## Question

A fraction x of an electron is taken out of the spin-down 6s level of lanthanum in spin-polarised, scalar-relativistic LDA. The column "electrons removed" is x, and f = 1 − x is what remains in the level. "Energy change" is E(x), counted from the neutral atom. "Emptied level eigenvalue" is ε(x), and "emptied level mean radius" is r(x), the mean distance of that electron from the nucleus. "Deviation from the straight line" is the sag, E(x) − x·E(1). The densities are spherical, so no term is resolved, and the ion reached at x = 1, with one 5d and one 6s electron of parallel spin, is not the ground state of La⁺, which is known to be 5d². The configuration is held fixed along the whole curve, even where the 5d up level, which has room for more electrons, lies below the emptied level, as it does at x = 0.375 and x = 0.75. E(1) is the cost of this one removal. The eigenvalue of the last row belongs to an empty level. With a scalar-relativistic density Janak's theorem holds only approximately and has to be checked before use.

Quantum ESPRESSO ld1.x 7.5; all-electron, scalar-relativistic, spin-polarised Kohn-Sham LDA (Slater exchange, Perdew-Zunger correlation) with spherical densities, a point nucleus and no self-interaction correction. Lanthanum, starting from the neutral atom in [Xe] 5d1 6s2 with the 5d electron spin-up; charge is removed from the spin-down 6s level.

| electrons removed (electrons) | energy change (eV) | emptied level eigenvalue (eV) | emptied level mean radius (bohr) | deviation from the straight line (eV) |
| --- | --- | --- | --- | --- |
| 0.000 | 0 | -3.6751 | 4.423 | 0.000 |
| 0.125 | 0.49253 | -4.2074 | 4.371 | -0.237 |
| 0.250 | 1.0520 | -4.7468 | 4.321 | -0.407 |
| 0.375 | 1.6793 | -5.2915 | 4.274 | -0.509 |
| 0.500 | 2.3749 | -5.8397 | 4.228 | -0.542 |
| 0.625 | 3.1389 | -6.3883 | 4.184 | -0.508 |
| 0.750 | 3.9715 | -6.9326 | 4.141 | -0.404 |
| 0.875 | 4.8713 | -7.4621 | 4.098 | -0.234 |
| 1.000 | 5.8346 | -7.9216 | 4.042 | 0.000 |

Further output of the same calculation, less well vetted than the table, is given for x = 0.125 and x = 0.875, in that order. Levels in hartree: 5s up −1.4644 and −1.6275, 5d up −0.1483 and −0.3035, 6s up −0.1662 and −0.3046. Slater integrals F⁰ in eV: 6s with 6s 5.727 and 6.108, and as means of the two rows 5s with 6s 7.44, 5d with 6s 6.74. Mean radii in bohr, these for x = 0.25 and x = 0.75: 5s up 1.5555 and 1.5553, 5d up 2.9203 and 2.8236, 6s up 4.2313 and 4.0501.

(a) Check Janak's theorem on the table and obtain the curvature U = d²E/dx² in two ways. Which single eigenvalue estimates E(1) best?

(b) In exact theory the ground-state energy runs straight between whole electron numbers, and a straight line is taken as the reference for the held configuration here. Three explanations are offered for the sag. First, the orbital contracts as it is emptied, so each further fraction is bound more tightly. Second, the fraction repels itself with the full Coulomb integral F⁰(6s,6s). Third, this self-repulsion is reduced by screening and by local exchange. Test the first two against the numbers.

(c) Build the third explanation as a model and say how far the data support it.

(d) Account for the last interval, from x = 0.875 to x = 1.

## Model answer

### (a) Janak's theorem and the curvature

Janak's theorem reads dE/df = ε, so dE/dx = −ε and E(1) is the integral of −ε over x. Simpson's rule on the nine eigenvalues gives 5.8347 eV against the tabulated 5.8346 eV. Interval by interval, the slope of E and the mean of −ε at the two ends differ by 2.0 meV or less in the first seven intervals, to be set against about 0.0001/0.125 = 0.8 meV from the rounding of two energies. In the last interval they differ by 14.6 meV, which part (d) takes up. The theorem therefore holds to about 2 meV in the first seven intervals, the last interval cannot be checked apart from the shape of the curve, and the agreement of the integral to 0.1 meV is closer than a nine-point rule deserves on a curve with a sharp end.

Differentiating once more gives U = −dε/dx. From x = 0.125 to x = 0.875 the level falls almost linearly, by (7.4621 − 4.2074)/0.75 = 4.34 eV per electron. The eight interval values are 4.258, 4.315, 4.358, 4.386, 4.389, 4.354, 4.236 and 3.676 eV per electron, with a rounding floor of 0.001. They rise through the first five intervals by 3.1 % of the first value and fall in the last three.

The second route uses the energies. A constant U gives E = −ε(0)·x + U·x²/2. Subtracting the chord leaves −U·x(1 − x)/2, deepest at x = 1/2 with depth U/8. The middle row gives 8 × 0.5424 = 4.339 eV. A least-squares fit of this parabola to the sag of all rows gives U = 4.33 eV, with a largest residual of 2.9 meV at x = 0.875, 0.5 % of the depth of the sag and well above the rounding. The mean slope of the level, 7.9216 − 3.6751 = 4.25 eV, is smaller because it counts the last interval in full, while the sag weights the middle.

For a linear ε the integral equals the value at the midpoint, which is Slater's transition state. The table gives −ε(1/2) = 5.8397 eV, 5.1 meV or 0.1 % above E(1). The level of the neutral atom, 3.6751 eV, lies 37.0 % below E(1), and the empty level of the ion lies 35.8 % above. Each end is off by about U/2. The measured ionisation energy, roughly 5.6 eV as recalled, refers to the lowest state of the ion and is no test of these figures.

### (b) Contraction and bare self-repulsion

Contraction is tempting because radius and level both fall in every interval. The sizes do not match. For a hydrogenic orbital ε = −Z²/2n² and r is proportional to n²/Z in the main, so ε goes as 1/r² when the effective charge changes and as 1/r when the effective quantum number changes. The radius falls by 8.6 % over the table, a ratio of 4.423/4.042 = 1.094. From −3.6751 eV the 1/r law and the 1/r² law predict, in that order, an end value of −4.022 eV or −4.401 eV, which is 8 % or 17 % of the actual drop of 4.25 eV. A straight-line fit of ln(−ε) against ln r over all nine rows needs a power of 8.7, which belongs to no such law.

Two more comparisons point the same way. In the last interval the radius takes its largest step, 0.056 bohr, while the level takes its smallest. And the 5s-up level drops by (1.6275 − 1.4644) hartree over 0.75 electron, 5.92 eV per electron, while its radius changes only from 1.5555 to 1.5553 bohr between x = 0.25 and x = 0.75. A level can fall far with no contraction at all. The reason is electrostatic. Charge removed from an outer shell lowers the potential inside that shell by a nearly constant amount, and a constant moves an eigenvalue without changing the orbital. Contraction answers only to the gradient of the change.

Theory also fixes the sign of what contraction does. Let the energy depend on f and on a shape variable λ that is minimised at each f. Then d²E/df² = E_ff − E_fλ²/E_λλ, where the subscripts are partial derivatives and E_λλ is positive at a minimum. Relaxation of any orbital lowers the curvature below its frozen value and cannot be its source.

The partner 6s-up electron fails on similar grounds. With frozen orbitals its repulsion is f·F⁰, linear in f, which changes the slope of the chord and gives no sag. Its drift with x, (6.108 − 5.727)/0.75 = 0.51 eV per electron, would push the level up as x grows, against the trend, and is in any case one piece of the relaxation just discussed.

The second explanation starts from the Hartree energy of a density f·|φ|² with itself, f²·F⁰/2. Its curvature is F⁰, here (5.727 + 6.108)/2 = 5.92 eV with no fitted parameter. The sign is right and so is the order of size. The sag at x = 1/2 would be 5.92/8 = 0.740 eV, 1.36 times the tabulated 0.542 eV, and at x = 0.125 it would be 0.324 eV against 0.237 eV. The shape fails too. F⁰ grows by 6.6 % between the two rows as the orbital contracts, so a curvature proportional to it would keep rising. That matches the first five intervals in direction and misses the last three. A least-squares fit of all nine levels to a constant plus a scale factor times the integral of F⁰ gives a factor of 0.726, an rms residual of 37 meV and a miss of 82 meV at x = 1. The bare integral is an upper bound in this table: every interval value of U lies below 5.727 eV.

### (c) Screened self-repulsion with local exchange

The further output lets the gap between 5.92 and 4.34 eV be crossed in two steps, both read from computed level shifts. With frozen orbitals and Hartree terms alone, removing 6s charge lowers each level by its F⁰ with 6s per electron removed. The 5s-up level drops by 5.92 eV per electron against an F⁰ of 7.44 eV, a ratio of 0.80 (that this shift equals F⁰(6s,6s) to three figures is chance). For 5d up the figures are 5.63 against 6.74 eV, ratio 0.84, and for 6s up 5.02 against 5.92 eV, ratio 0.85. All of these electrons have the spin opposite to the removed charge and share no exchange with it, so the shortfall is screening together with opposite-spin correlation, in a proportion that these numbers do not separate. The radii show which shells move: between x = 0.25 and x = 0.75, 6s up shrinks from 4.23 to 4.05 bohr and 5d up from 2.92 to 2.82 bohr, while 5s stays put. Charge drawn inward puts back part of the repulsion that was removed. This first step is 5.92 − 5.02 = 0.90 eV per electron.

The second step is the difference between the two 6s levels, which feel nearly the same Hartree change. The up level drops by 5.02 and the down level by 4.34 eV per electron, 0.68 less. The numbers show that the difference depends on spin. That it is mostly the loss of the electron's own exchange is argued, and the figure is blurred because the two orbitals differ slightly (4.23 against 4.32 bohr at x = 0.25) and the Slater integral is a single value for both.

The argument runs as follows. Local exchange of one spin goes as the integral of the spin density to the power 4/3. For an isolated orbital this is −X·f^(4/3). If exchange cancels self-repulsion at f = 1, as it must for one exact electron, X = F⁰/2, and the two terms together give (F⁰/2)(f² − f^(4/3)). This vanishes at f = 0 and f = 1 and is negative between. The mismatch of powers is the mechanism: a term in f^(4/3) can cancel a term in f² at whole numbers only. Worked for the middle row, with nothing fitted: 0.5^(4/3) = 0.397, so the sag is 2.96 × (0.250 − 0.397) = −0.435 eV, 0.80 of the tabulated depth. Bare repulsion and isolated exchange thus bracket the middle row, 0.740 above and 0.435 below. The isolated form fails on shape. It gives −0.211 eV at x = 0.125 and −0.139 eV at x = 0.875, a difference of 72 meV, where the table has −0.2368 and −0.2340 eV, a difference of 2.8 meV. Its curvature F⁰(1 − (2/9)·f^(−2/3)) would be down to 5.92/9 = 0.66 eV at f = 0.125, where the table still has about 4 eV.

Theory offers three reasons for a weaker exchange term. The 6s-down density lies on the tail of the spin-down core, so the cube root acts on f plus a background. The spin dependence of the Perdew–Zunger correlation contains the same 4/3 power of the minority density with the opposite sign. And relaxation screens this term as well. A fitted form that allows for them is

ε(x) = a − s·∫₀ˣ F⁰ dx′ − b·(f + f₀)^(1/3),

with F⁰(x) = 5.92 + 0.51(x − 0.5) eV interpolated between the two given rows, s a screening factor and f₀ the background. The constants a, s and b were found by linear least squares on all nine levels and f₀ by scanning for the least sum of squares: a = −3.166 eV, s = 0.784, b = 0.504 eV, f₀ = 0.0123. For x = 1/2, a row inside the fit, the integral is 5.92 × 0.5 − 0.51 × 0.25/2 = 2.896 eV, and ε = −3.166 − 0.784 × 2.896 − 0.504 × 0.800 = −5.84 eV, as tabulated. The rms residual is 1.7 meV and the largest is 2.8 meV, at x = 0. With f₀ = 0 the rms is 5.5 meV, worst at x = 0.875 with 12.7 meV, and a quadratic in x with the same number of constants, three, leaves 19 meV. The cube root describes the shape better than a polynomial term does.

The residuals remain far above the rounding of 0.05 meV, and the constants are not physical values. Setting f₀ to zero moves b from 0.504 to 0.285 eV and s from 0.784 to 0.765. Both values of b are an order of magnitude below the isolated value (4/3)·X = 3.9 eV. Between x = 0.125 and x = 0.875 the fitted cube-root term removes 0.504 × (0.961 − 0.516)/0.75 = 0.30 eV per electron from the slope, under half of the 0.68 read from the two 6s levels, so the rest has been absorbed in s.

### (d) The last interval

U drops from 4.236 to 3.676 eV per electron, 0.713 below its maximum. In the model the cube-root term subtracts (b/3)(f + f₀)^(−2/3) from U, which grows quickly as f goes to zero. The energies, which took no part in the fit of the levels, give a further test, provided Janak's theorem holds in this interval as it does in the others. The mean of −ε over the interval is (5.8346 − 4.8713)/0.125 = 7.7064 eV, 14.6 meV more than the mean of the end values. A smooth bend with dU/dx = −(4.236 − 3.676)/0.125 = −4.5 would give 0.125²/12 × 4.5 = 6 meV. A pure cube root has mean 0.375 and end mean 0.250 on this interval, and gives 0.285 × 0.125 = 36 meV. With the background the mean is 0.408 and the end mean 0.373, and the model gives 0.504 × 0.0346 = 17 meV, less about half a meV from the drift of F⁰. The table lies nearest to the cushioned cube root. The same sharpness shows in part (a). For a gently curved ε the mean of the ends errs by twice the midpoint error with opposite sign, whereas here the errors are −36.2 and +5.1 meV, a ratio near seven.

The numbers thus show a bend concentrated near f = 0. Its cause in the cube-root potential is argued and fits. If that cause is right, the bend is a feature of the local functional acting on the emptying outer spin-down density. The larger last step of the radius, 0.056 bohr after steps that had shrunk from 0.052 to 0.043 bohr, may come from the loss of spin-down exchange in the outer region, which would leave the attraction of the core's exchange to pull the orbital in. That is a guess.

## Remarks on the reasoning

A tempting error in (b) is to read a cause from two columns that fall together. Some power of one monotonic column can often be made to follow another roughly, and the test lies in whether the power is one that theory allows and whether the irregular row is irregular in the right sense. Contraction fails both, and the 5s level supplies a counter-example inside the same atom.

A second error is to accept the bare integral because it has the right order. It is 36 % too deep at the middle row, and the gap of 5.92 − 4.34 = 1.58 eV holds as much physics as the integral itself. An answer earns full credit when it splits that gap by the shifts of other levels, 0.90 and 0.68 eV per electron, and says that the split is approximate. Reading s as the screening and b as the exchange from the four-constant fit overstates what nine points on a near-straight line can fix.

That the sag is self-interaction left uncancelled at fractional occupation is an argument from the powers of f, supported by size and shape. Its consequence follows from the table alone. Two distant La atoms that share one hole equally cost 2 × 2.3749 = 4.7498 eV in this functional with the configuration held, 1.08 eV less than the 5.8346 eV of a hole on one atom, leaving aside the Coulomb repulsion of the two half charges, which vanishes with distance. This is the delocalisation error.

For a neighbouring case the estimate starts from the size of the emptied orbital. Here e²/r at x = 1/2 is 6.44 eV, 9 % above F⁰, and U is 0.73 of F⁰. A more compact level has a larger F⁰ and should sag more, though the factor 0.73 comes from one atom and should be smaller where outer electrons can move in to screen an inner hole. If the cause argued in part (d) is right, a sharp bend at the end is to be expected where the removal leaves a region with almost no density of that spin. In such a case the removal energy is to be taken from the difference of total energies or from the level at half occupation, and U from the middle intervals or from eight times the sag. The difference of the two end eigenvalues is a poorer measure, here about 2 % low.
